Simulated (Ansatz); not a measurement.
# Bi2Se3: energy above lowest point against volume scale

Results calculated with Ansatz 0.2.0, not measured. Free energy against uniform scaling of the volume at fixed shape and fractions; periodic cell, basis, potentials, k mesh and filling as listed.

The cell before it is scaled or strained (space group R-3m, No. 166):
```
CELL_PARAMETERS angstrom
2.07150 1.19600 9.54530
-2.07150 1.19600 9.54530
0.00000 -2.39200 9.54530
ATOMIC_POSITIONS crystal
Bi 0.40080 0.40080 0.40080
Bi 0.59920 0.59920 0.59920
Se 0.00000 0.00000 0.00000
Se 0.21170 0.21170 0.21170
Se 0.78830 0.78830 0.78830
```

Settings of every row: functional PBEsol; dispersion D3(BJ)+ATM; potentials PAW; wave cutoff 476.2 eV; density cutoff 1904.8 eV; k mesh 6x6x6; k shift 0x0x0; occupations fermi dirac; smearing width 0.05 eV; spin none.

Limits: a layered crystal: even scaling strains the bonds within the layers, so this curve is stiffer than the crystal under pressure; coarse k mesh, up to 40 meV an atom off; no spin-orbit coupling, which can matter with elements this heavy.

```csv
row,volume scale,V (Å³/atom),energy above lowest point (meV/atom)
1,0.94,26.676,4
2,0.96,27.243,0
3,0.98,27.811,1.2
4,1,28.378,7.1
5,1.02,28.946,?
6,1.04,29.513,30.9
7,1.06,30.081,48
```

Question: what energy above lowest point should row 5 give?

Worked fit of energy above lowest point. Take u = (V_r/V)^(2/3) − 1 with V_r = 28.095 Å³ an atom, which is twice the finite (Eulerian) strain; such expansions in the strain, on which the Birch-Murnaghan equation of state is built, carry the rest volume and the bulk modulus. The shown rows have u = 0.03516, 0.02074, 0.0068, -0.00666, -0.03229, -0.04451. Least squares give energy above lowest point = 3.61 − 438.9 × u + 12689 × u² + 3175 × u³ meV/atom; a parabola predicts inner rows, each left out in turn, worse (root mean square 0.063 against 0.015 meV/atom). All shown rows lie on it to the printed digit. Its lowest point lies at u = 0.0172, or V = 27.39 Å³ an atom, and the curvature there gives the bulk modulus at fixed shape and fractions, B = (4/9)(1 + u)² E″(u)/V = 69.2 GPa. Letting shape and atoms relax would as a rule lower it, by much in layered, chain or molecular crystals. The withheld row has u = -0.0197, so the fit gives 3.61 − 438.9 × (-0.0197) + 12689 × (-0.0197)² + 3175 × (-0.0197)³ = 17.2 meV/atom.

The calculation gave 17.2 meV/atom. The fit meets it to the printed digit.
